**Field and mass shifts of Te X-ray lines, 125→128: contact density and exchange counting**

The table holds field, mass and total isotope shifts of ten K and L lines of tellurium from first-order Dirac-Fock hole-state constants without relativistic recoil terms. The program compares the level field constants with hydrogenic Schrödinger and point-Dirac densities at the nuclear edge, with no fitted parameter, and finds 0.94, 0.78 and 0.51 of the Dirac value for 1s, 2s and 3s. It compares the $p_{1/2}$ to $p_{3/2}$ difference with the small-component density, which is right in sign and order but too large. The mass shifts are fitted as line energy times the change in mass ratio, using rough recalled binding energies, less a count of 1s-2p exchange pairs; one pair size of 0.52 meV gives all signs correctly with 0.09 meV rms, while pure energy scaling fails in sign on four lines. The output also gives the sensitivity to the radii, the hydrogen-like size of the omitted recoil correction and the sign change of L2-M1 for another isotope pair.

Calculated values. Isotope shifts of Te (Z = 52) X-ray lines, $^{128}$Te less $^{125}$Te, from Radial Dirac-Fock and Kohn-Sham solver 3, using first-order field-shift and mass-shift constants of Dirac-Fock ground and hole states. The nucleus is a Fermi distribution, the rms radii are 4.7204 fm ($^{125}$Te) and 4.7346 fm ($^{128}$Te), and the mass shift omits relativistic recoil terms.

## Program and output

```python
# Table: isotope shifts (meV, 128Te less 125Te) of X-ray lines, radial Dirac-Fock hole states, first order,
# no relativistic recoil. Tested: contact-density model of field constants; normal + 1s-2p exchange mass model.
T = {
    'line_name': ['K-L2', 'K-L3', 'K-M2', 'K-M3', 'L1-M2', 'L1-M3', 'L2-M1', 'L2-M4', 'L3-M1', 'L3-M4'],
    'line_field_shift': [-13.27, -13.3, -13.23, -13.23, -1.57, -1.58, 0.36, 0.04, 0.4, 0.07],  # meV
    'line_mass_shift': [1.88, 1.83, 1.68, 1.66, 0.52, 0.51, -0.34, -0.19, -0.29, -0.14],  # meV
    'line_total_shift': [-11.39, -11.47, -11.55, -11.57, -1.05, -1.07, 0.02, -0.16, 0.1, -0.07],  # meV
}
import numpy as np
from scipy.constants import physical_constants as pc, alpha
from scipy.special import gamma as G
Z, A1, A2, r1, r2 = 52, 125, 128, 4.7204, 4.7346   # settings of the run (radii in fm)
Ha = pc['Hartree energy in eV'][0]*1e3; a0 = pc['Bohr radius'][0]*1e15; me = pc['electron mass in u'][0]
# level field constants, meV/fm^2: further outputs of the same run
F = dict(K=-98.398, L1=-11.5825, L2=0.427399, L3=0.674563, M1=-2.28136, M2=0.120324, M3=0.175679, M4=0.157149)
# rough recalled binding energies, keV, two figures
E = dict(K=32, L1=4.9, L2=4.6, L3=4.3, M1=1.0, M2=0.87, M3=0.82, M4=0.58)
nm = T['line_name']; pr = [s.split('-') for s in nm]
fs, ms, ts = (np.array(T[k], float) for k in ('line_field_shift', 'line_mass_shift', 'line_total_shift'))
d2 = r2**2 - r1**2; mu = me*(1/A1 - 1/A2); g = np.sqrt(1 - (alpha*Z)**2); R = np.sqrt(5/3)*(r1 + r2)/2
print(f"delta<r2> {d2:.4f} fm^2, m_e*delta(1/M) {mu:.3e}, (alpha Z)^2 {(alpha*Z)**2:.3f}, gamma {g:.4f}, R {R:.2f} fm")
fb = np.array([(F[a] - F[b])*d2 for a, b in pr])
print(f"bookkeeping: field shift from level constants, max dev {abs(fb-fs).max():.3f} meV (rounding 0.005)")
print(f"bookkeeping: field+mass-total, max dev {abs(fs+ms-ts).max():.3f} meV")
iK = [i for i, p in enumerate(pr) if p[0] == 'K']; iL = [i for i, p in enumerate(pr) if p[0] == 'L1']
ip = [i for i, p in enumerate(pr) if p[0] in ('L2', 'L3')]
print(f"K lines: spread field {np.ptp(fs[iK]):.2f}, mass {np.ptp(ms[iK]):.2f}, total {np.ptp(ts[iK]):.2f} meV")
print(f"mean field shift K/L1 lines {fs[iK].mean()/fs[iL].mean():.2f}; mean total K {ts[iK].mean():.2f}, L1 {ts[iL].mean():.2f} meV")
def Fd(n, k):   # point-Dirac hydrogenic density at the nuclear edge -> meV/fm^2
    nr = n - abs(k); N = np.sqrt(n*n - 2*nr*(abs(k) - g)); lam = Z/N; e = (nr + g)/N
    c = (2*lam)**3/G(2*g+1)**2*G(2*g+nr+1)/(4*N*(N-k)*G(nr+1))*(2*lam*R/a0)**(2*g-2)
    return -Z/6*c*((1+e)*(N-k-nr)**2 + (1-e)*(N-k+nr)**2)*Ha/a0**2
print("s levels (meV/fm^2): run, Schrodinger, Dirac, run/Dirac, Slater (Zeff/Z)^2, ^3")
for s, n, sc in (('K', 1, 0.30), ('L1', 2, 7*0.35 + 2*0.85), ('M1', 3, 7*0.35 + 8*0.85 + 2)):
    q = (Z - sc)/Z
    print(f"  {s:3s}{F[s]:8.2f}{-2/3*Z**4/n**3*Ha/a0**2:8.2f}{Fd(n,-1):9.2f}{F[s]/Fd(n,-1):7.3f}{q*q:7.3f}{q**3:7.3f}")
print(f"Dirac/Schrodinger 1s {Fd(1,-1)/(-2/3*Z**4*Ha/a0**2):.2f}; run/Schrodinger 1s {F['K']/(-2/3*Z**4*Ha/a0**2):.2f}")
print(f"ratio K/L1 run {F['K']/F['L1']:.2f}, Dirac {Fd(1,-1)/Fd(2,-1):.2f}; L1/M1 run {F['L1']/F['M1']:.2f}, Dirac {Fd(2,-1)/Fd(3,-1):.2f}")
print(f"run/Dirac after removing the p3/2 offset: L1 {(F['L1']-F['L3'])/Fd(2,-1):.3f}, M1 {(F['M1']-F['M3'])/Fd(3,-1):.3f}")
for a, b, s, n in (('L2', 'L3', 'L1', 2), ('M2', 'M3', 'M1', 3)):
    print(f"({a}-{b}) {F[a]-F[b]:.3f} meV/fm^2; over {s}: run {(F[a]-F[b])/F[s]:.4f}, Dirac {Fd(n,1)/Fd(n,-1):.4f}, leading {(alpha*Z)**2*(n*n-1)/(4*n*n):.4f}")
lv = ['K', 'L1', 'L2', 'L3', 'M1', 'M2', 'M3']
D = np.array([[(a == s) - (b == s) for s in lv] for a, b in pr], float)
m = np.linalg.lstsq(D, ms, rcond=None)[0]
print("level mass shift rel. to M4 (meV): " + " ".join(f"{s} {v:.2f}" for s, v in zip(lv, m)))
print("same, energy scaling       (meV): " + " ".join(f"{s} {(E[s]-E['M4'])*1e6*mu:.2f}" for s in lv))
nn = np.array([(E[a] - E[b])*1e6*mu for a, b in pr])
pc_ = dict(K=3, L2=1, L3=1); c = np.array([pc_.get(a, 0) - pc_.get(b, 0) for a, b in pr], float)
P = c @ (nn - ms)/(c @ c); m1 = nn - P*c
s0 = nn @ ms/(nn @ nn); (s2, P2) = np.linalg.lstsq(np.c_[nn, -c], ms, rcond=None)[0]
print("line  field  mass  total  -mass/field%  normal  mass-normal  pairs  model  resid (meV)")
for i, s in enumerate(nm):
    print(f"{s:6s}{fs[i]:7.2f}{ms[i]:6.2f}{ts[i]:7.2f}{-100*ms[i]/fs[i]:6.0f}{nn[i]:7.2f}{ms[i]-nn[i]:7.2f}{c[i]:3.0f}{m1[i]:7.2f}{ms[i]-m1[i]:7.2f}")
for lab, f in ((f"normal - P*pairs, P {P:.2f} meV", m1), (f"scale*normal, scale {s0:.2f}", s0*nn),
               (f"scale {s2:.2f} and P {P2:.2f} both free", s2*nn - P2*c)):
    r = ms - f; w = abs(r).argmax()
    print(f"{lab}: rms {np.sqrt((r**2).mean()):.2f}, worst {nm[w]} {r[w]:.2f} meV, wrong signs {int((f*ms < 0).sum())}")
print(f"hydrogenic 1s-2p pair size {(3/8*128*np.sqrt(2)/243)**2*Z**2*Ha*mu:.2f} meV (order of magnitude only)")
print(f"two-figure K energy (0.5 keV) leaves normal part open by {0.5e6*mu:.2f} meV; table rounding 0.005 meV")
print(f"hydrogen-like 1s: Dirac <p^2>/Z^2 = {(2-g)/(g*(2*g-1)):.2f} (leading full recoil corresponds to 1)")
print(f"0.001 fm in radius difference moves K-L2 by {abs(F['K']-F['L2'])*2*r2*0.001:.2f} meV")
# other, unnamed pair (further outputs): K-L2 field -17.72, mass 2.88; L2-M1 total -0.04
j = nm.index('K-L2')
print(f"other pair: delta<r2> {-17.72/(F['K']-F['L2']):.3f} fm^2, field x{-17.72/fs[j]:.2f}, mass x{2.88/ms[j]:.2f}, L2-M1 total -0.04 meV")
assert (fs[iK] < fs[iL].min()).all() and (fs[iL] < 0).all() and (fs[ip] > 0).all()
assert 0.8 < F['K']/Fd(1, -1) < 1.05 and F['K']/Fd(1, -1) > F['L1']/Fd(2, -1) > F['M1']/Fd(3, -1)
assert (ms[ip] < 0).all() and ms[nm.index('K-M2')] < ms[nm.index('K-L2')]
assert abs(fb - fs).max() < 0.011
```

Output:

```
delta<r2> 0.1343 fm^2, m_e*delta(1/M) 1.029e-07, (alpha Z)^2 0.144, gamma 0.9252, R 6.10 fm
bookkeeping: field shift from level constants, max dev 0.005 meV (rounding 0.005)
bookkeeping: field+mass-total, max dev 0.010 meV
K lines: spread field 0.07, mass 0.22, total 0.18 meV
mean field shift K/L1 lines 8.42; mean total K -11.49, L1 -1.06 meV
s levels (meV/fm^2): run, Schrodinger, Dirac, run/Dirac, Slater (Zeff/Z)^2, ^3
  K    -98.40  -47.37  -104.91  0.938  0.988  0.983
  L1   -11.58   -5.92   -14.92  0.776  0.847  0.779
  M1    -2.28   -1.75    -4.45  0.513  0.614  0.481
Dirac/Schrodinger 1s 2.21; run/Schrodinger 1s 2.08
ratio K/L1 run 8.50, Dirac 7.03; L1/M1 run 5.08, Dirac 3.35
run/Dirac after removing the p3/2 offset: L1 0.821, M1 0.552
(L2-L3) -0.247 meV/fm^2; over L1: run 0.0213, Dirac 0.0293, leading 0.0270
(M2-M3) -0.055 meV/fm^2; over M1: run 0.0243, Dirac 0.0347, leading 0.0320
level mass shift rel. to M4 (meV): K 1.69 L1 0.53 L2 -0.19 L3 -0.14 M1 0.15 M2 0.01 M3 0.03
same, energy scaling       (meV): K 3.23 L1 0.44 L2 0.41 L3 0.38 M1 0.04 M2 0.03 M3 0.02
line  field  mass  total  -mass/field%  normal  mass-normal  pairs  model  resid (meV)
K-L2   -13.27  1.88 -11.39    14   2.82  -0.94  2   1.78   0.10
K-L3   -13.30  1.83 -11.47    14   2.85  -1.02  2   1.81   0.02
K-M2   -13.23  1.68 -11.55    13   3.20  -1.52  3   1.64   0.04
K-M3   -13.23  1.66 -11.57    13   3.21  -1.55  3   1.65   0.01
L1-M2   -1.57  0.52  -1.05    33   0.41   0.11  0   0.41   0.11
L1-M3   -1.58  0.51  -1.07    32   0.42   0.09  0   0.42   0.09
L2-M1    0.36 -0.34   0.02    94   0.37  -0.71  1  -0.15  -0.19
L2-M4    0.04 -0.19  -0.16   475   0.41  -0.60  1  -0.11  -0.08
L3-M1    0.40 -0.29   0.10    72   0.34  -0.63  1  -0.18  -0.11
L3-M4    0.07 -0.14  -0.07   200   0.38  -0.52  1  -0.14  -0.00
normal - P*pairs, P 0.52 meV: rms 0.09, worst L2-M1 -0.19 meV, wrong signs 0
scale*normal, scale 0.57: rms 0.34, worst L2-M1 -0.55 meV, wrong signs 4
scale 1.13 and P 0.66 both free: rms 0.05, worst L2-M1 -0.10 meV, wrong signs 0
hydrogenic 1s-2p pair size 0.59 meV (order of magnitude only)
two-figure K energy (0.5 keV) leaves normal part open by 0.05 meV; table rounding 0.005 meV
hydrogen-like 1s: Dirac <p^2>/Z^2 = 1.37 (leading full recoil corresponds to 1)
0.001 fm in radius difference moves K-L2 by 0.94 meV
other pair: delta<r2> 0.179 fm^2, field x1.34, mass x1.53, L2-M1 total -0.04 meV
```
